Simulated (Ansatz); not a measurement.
# A series in volume per atom on W

All results are calculated (Ansatz 0.2.0 development build). Equation of state of a cubic crystal from periodic Kohn-Sham density functional theory without spin; pressure corrected for the finite basis.

Cell of the first row (space group Im-3m, No. 229):
```
W
1.0
     -1.5486     1.5486     1.5486
      1.5486    -1.5486     1.5486
      1.5486     1.5486    -1.5486
W
1
Direct
  0.00000 0.00000 0.00000
```

Settings of every row: formula W; structure type bcc; functional r2SCAN; spin treatment none; k mesh 15x15x15; occupation method fermi-dirac; occupation width 0.1 eV; wave cutoff 950 eV; datasets hand-made PAW; density cutoff ratio 4; xc grid level 2.

Limits: the SCF threshold is loose for a stress in some rows; no spin-orbit coupling, which can matter with elements this heavy.

| row | volume per atom (Å³) | pressure (GPa) | energy above lowest point (meV/atom) |
| --- | --- | --- | --- |
| 1 | 14.855 | 25.35 | 78.73 |
| 2 | 15.339 | 12.722 | 21.66 |
| 3 | 15.824 | ? | ? |
| 4 | 16.308 | -7.377 | 8.67 |
| 5 | 16.793 | -15.279 | 43.24 |

Question: what pressure should row 3 give?

Worked fit of pressure. Take u = (V_r/V)^(2/3) − 1 with V_r = 15.823 Å³ an atom, which is twice the finite (Eulerian) strain; such expansions in the strain, on which the Birch-Murnaghan equation of state is built, carry the rest volume and the bulk modulus. The shown rows have u = 0.04298, 0.02093, -0.01993, -0.03889. Least squares give pressure = 1.8956 + 490.974 × u + 1271.69 × u² GPa; a straight line predicts inner rows, each left out in turn, worse (root mean square 1.2 against 0.018 GPa). The rows lie off it by 0.003, -0.007, 0.007, -0.004 (root mean square 0.0055 GPa). The pressure vanishes at u = -0.0039, or V = 15.92 Å³ an atom, and there the bulk modulus at fixed shape and fractions is B = −V dP/dV = (2/3)(1 + u) dP/du = 319 GPa. The withheld row has u = -4e-05, so the fit gives 1.8956 + 490.974 × (-4e-05) + 1271.69 × (-4e-05)² = 1.876 GPa.

The calculation gave 1.886 GPa. The fit lies 0.010 GPa (0.025 % of the column's range) below it; its largest miss of a shown row is 0.007 GPa.

The other values of row 3: energy above lowest point 0 meV/atom.
